\section*{Margin comments: the double delta well for two defects on a nanotube}

\paragraph{1. Units.} In atomic units the model of H$_2^+$ is $H=-\tfrac12\partial_x^2-Z[\delta(x-R/2)+\delta(x+R/2)]$, with nuclear repulsion omitted. For a carrier of mass $m^*$ and defects of strength $g$, $Z$ becomes $\kappa_0=m^*g/\hbar^2$ and $Z^2/2$ becomes the single-defect binding energy $E_b=\hbar^2\kappa_0^2/2m^*$, counted from the band edge. The one free parameter is $\rho=ZR=\kappa_0R$.

\paragraph{2. Matching.} Take $\psi_\pm=e^{-k|x-R/2|}\pm e^{-k|x+R/2|}$ with $k>0$. At $x=R/2$ the slope of the first term jumps by $-2k$ and the second term is smooth, while $H$ requires the jump $-2Z\psi_\pm(R/2)$. Hence
\begin{equation}\label{eq:k}
k=Z\left(1\pm e^{-kR}\right),\qquad E_\pm=-k_\pm^2/2 .
\end{equation}
With $u=(k-Z)R$ this reads $ue^{u}=\pm\rho e^{-\rho}$, so
\begin{equation}\label{eq:W}
k_\pm=Z+\frac{W_0(\pm\rho e^{-\rho})}{R},\qquad E_\pm=-E_b\left[1+\frac{W_0(\pm\rho e^{-\rho})}{\rho}\right]^2 ,
\end{equation}
where $W_0\ge-1$ is the principal Lambert branch.

\paragraph{3. Branch and threshold.} For the odd sign $u=-\rho$ always solves the equation. It means $k=0$, where $\psi_-$ vanishes identically. For $\rho>1$ this empty root lies on the branch $W_{-1}$ and $W_0$ gives the bound state. For $\rho\le1$ it lies on $W_0$, and the other real root, if any, has $k<0$. The threshold has a direct check: the odd zero-energy solution is $x$ between the wells and constant outside, and its slope jump $-1=-2Z(R/2)$ gives $ZR=1$. Just above threshold $E_-\simeq-4E_b(\rho-1)^2$. As $\rho\to0$ the wells merge and $E_+\to-4E_b$.

\paragraph{4. A singular expansion.} Every power of $1/R$ has a zero coefficient at large $R$. The natural variable is $\epsilon=e^{-\rho}$. From $W_0(x)=\sum_{n\ge1}(-n)^{n-1}x^n/n!$,
\begin{equation}\label{eq:series}
E_\pm=-E_b\left[1\pm2\epsilon+(1-2\rho)\epsilon^2\pm\rho(3\rho-2)\epsilon^3+\dots\right],
\end{equation}
\begin{equation}\label{eq:split}
\Delta=E_--E_+=4E_be^{-\rho}\left[1+\rho\left(\tfrac32\rho-1\right)e^{-2\rho}+\dots\right].
\end{equation}
The leading term is $2Z^2e^{-ZR}$ in atomic units. The Lambert series has radius $1/e$, and $\rho e^{-\rho}$ reaches $1/e$ only at $\rho=1$. Below threshold the odd series still converges, but to $k=0$.

\paragraph{5. LCAO.} Orbitals with frozen exponent $Z$ have overlap $S=(1+\rho)\epsilon$ and give $E_\pm=-E_b[1+2(\epsilon^2\pm\epsilon)/(1\pm S)]$. The leading splitting is that of Eq.~\eqref{eq:split}. At second order both levels lie $E_b\epsilon^2$ above Eq.~\eqref{eq:series}, the sign that the variational principle requires in each parity.

\paragraph{6. Inputs.} In zone-folded tight binding the lowest subband of a semiconducting tube of diameter $d$ is $E=[(E_g/2)^2+(\hbar vq)^2]^{1/2}$, with $\hbar v=3a\gamma/2$ and $E_g/2=\hbar v\cdot2/(3d)=a\gamma/d$. Then
\begin{equation}\label{eq:rho}
m^*=\frac{E_g}{2v^2}=\frac{4\hbar^2}{9a\gamma d},\qquad \rho=R\sqrt{\frac{8E_b}{9a\gamma d}} .
\end{equation}
Typical values $a=0.142$ nm and $\gamma=2.9$ eV give $E_gd=0.82$ eV\,nm and $m^*d=0.082\,m_e$\,nm. A thin [100] silicon nanowire channel is added with an approximate $m^*=0.25\,m_e$. The spacing $R=7$ nm and the values of $E_b$ are illustrative, and the defects are taken as smooth on the lattice scale, so that each valley is a separate copy of the model. Energies are the model's, in meV, from Eq.~\eqref{eq:W} with unrounded $\rho$.

\begin{center}
\begin{tabular}{lccccccc}
\hline
channel & $m^*/m_e$ & $E_b$ & $\rho$ & $E_+$ & $E_-$ & $\Delta$ & $4E_be^{-\rho}$\\
\hline
tube, $d=2.5$ nm & 0.033 & 20 & 0.92 & $-33.9$ & unbound & -- & --\\
tube, $d=1.5$ nm & 0.055 & 20 & 1.19 & $-30.3$ & $-1.8$ & 28.6 & 24.4\\
tube, $d=0.8$ nm & 0.103 & 20 & 1.63 & $-26.6$ & $-8.6$ & 18.0 & 15.7\\
Si wire & 0.25 & 20 & 2.54 & $-22.8$ & $-16.1$ & 6.7 & 6.3\\
tube, $d=0.8$ nm & 0.103 & 100 & 3.64 & $-104.9$ & $-94.2$ & 10.7 & 10.5\\
\hline
\end{tabular}
\end{center}

\paragraph{7. Trend.} The ratios $E_\pm/E_b$ depend on $\rho\propto R\sqrt{m^*E_b}$ alone. A wider tube has a lighter carrier and a longer tail, which couples the defects more strongly, until the odd level reaches the band edge at $d_c=8E_bR^2/(9a\gamma)=2.1$ nm for $E_b=20$ meV. The heavier silicon carrier gives the smallest splitting at equal depth. Deepening the defects fivefold at $d=0.8$ nm lowers $\Delta$ from 18.0 to 10.7 meV: $E_be^{-\rho}$ with $\rho\propto\sqrt{E_b}$ peaks at $\rho=2$, and beyond that the exponential outweighs the prefactor. The levels are lopsided about $-E_b$, because the $\epsilon^2$ term raises their mean for $\rho>1/2$. The leading term falls short of $\Delta$ in every row that has two levels, since the bracket correction in Eq.~\eqref{eq:split} is positive for $\rho>2/3$. It is 0.011 in the last row.

\paragraph{8. Neglected terms.} The delta form needs a defect range well below $1/\kappa_0$, which is 1.9 nm in the last row. For a level a depth $\eta$ below the band edge the full dispersion gives $\kappa^2=(2m^*\eta/\hbar^2)(1-\eta/E_g)$. The ratio $\eta/E_g$ is 0.10 both for the even level of the widest tube and for $\eta=E_b$ in the last row. There the slower decay raises $e^{-\rho}$ by a factor 1.2, far more than the 0.011 above, so the decimals in the table serve only to compare solutions of Eq.~\eqref{eq:k}. The second subband starts $E_g/2$ higher, 0.16 eV in the widest tube, where its tail over 7 nm is smaller than that of the first by an exponential factor 0.10.

\paragraph{9. Valleys.} A defect on a single site couples equally to $K$ and $K'$. In the parabolic limit both valleys propagate as $e^{-k|x|}$ with conjugate Bloch phases $e^{\pm i\theta}$, fixed by the lattice vector and sublattices of the pair. The intersite to on-site ratio is then $\cos\theta\,e^{-kR}$, and with $Z$ again defined through $E_b$,
\begin{equation}
k=Z\left(1\pm\cos\theta\,e^{-kR}\right).
\end{equation}
The leading splitting becomes $4E_b|\cos\theta|e^{-\rho}$, anywhere between zero and the tabulated value. For $|\cos\theta|<1$ the right side is positive at $k=0$, so both states are bound at every $R$ and the threshold disappears.

\paragraph{10. Real tubes.} Covalent $sp^3$ sites typically trap excitons by roughly 0.1 to 0.2 eV, so the 20 meV rows describe much shallower traps and the single-carrier table overstates the coupling of such sites. With an exciton mass of about $2m^*$ and $E_b=100$ meV at $d=0.8$ nm, $\rho=5.1$ and the model's splitting drops to 2.3 meV, before the valley factor reduces it further.